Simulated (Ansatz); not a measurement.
A series in volume per atom on V

All results are calculated (Ansatz 0.2.0 development build). Equation of state of a cubic crystal from periodic Kohn-Sham density functional theory without spin; pressure corrected for the finite basis.

Cell of the first row (space group Im-3m, No. 229):
```
CELL_PARAMETERS angstrom
-1.45740 1.45740 1.45740
1.45740 -1.45740 1.45740
1.45740 1.45740 -1.45740
ATOMIC_POSITIONS crystal
V 0.00000 0.00000 0.00000
```

Settings of every row: formula V; structure type bcc; functional r2SCAN; spin treatment none; k mesh 16x16x16; occupation method fermi-dirac; occupation width 0.1 eV; wave cutoff 700 eV; datasets hard PAW; density cutoff ratio 4; xc grid level 2.

Limits: pseudopotentials made with PBE, not this functional; the SCF threshold is loose for a stress in some rows.

| row | volume per atom (Å³) | pressure (GPa) | energy above lowest point (meV/atom) |
| --- | --- | --- | --- |
| 1 | 12.383 | 15.585 | 41.65 |
| 2 | 12.787 | 8.101 | 12.02 |
| 3 | 13.191 | ? | ? |
| 4 | 13.595 | -4.067 | 3.29 |
| 5 | 13.998 | -8.967 | 19.86 |

Question: what pressure should row 3 give?

Worked fit of pressure. Take u = (V_r/V)^(2/3) − 1 with V_r = 13.191 Å³ an atom, which is twice the finite (Eulerian) strain; such expansions in the strain, on which the Birch-Murnaghan equation of state is built, carry the rest volume and the bulk modulus. The shown rows have u = 0.04304, 0.02095, -0.01991, -0.03881. Least squares give pressure = 1.5915 + 297.201 × u + 648.45 × u² GPa; a straight line predicts inner rows, each left out in turn, worse (root mean square 0.63 against 0.004 GPa). The rows lie off it by 0.001, -0.001, 0.002, -0.001. The pressure vanishes at u = -0.0054, or V = 13.3 Å³ an atom, and there the bulk modulus at fixed shape and fractions is B = −V dP/dV = (2/3)(1 + u) dP/du = 192 GPa. The withheld row has u = 0, so the fit gives 1.5915 + 297.201 × (0) + 648.45 × (0)² = 1.591 GPa.

The calculation gave 1.589 GPa. The fit lies 0.002 GPa (0.0081 % of the column's range) above it; its largest miss of a shown row is 0.002 GPa.

The other values of row 3: energy above lowest point 0 meV/atom.
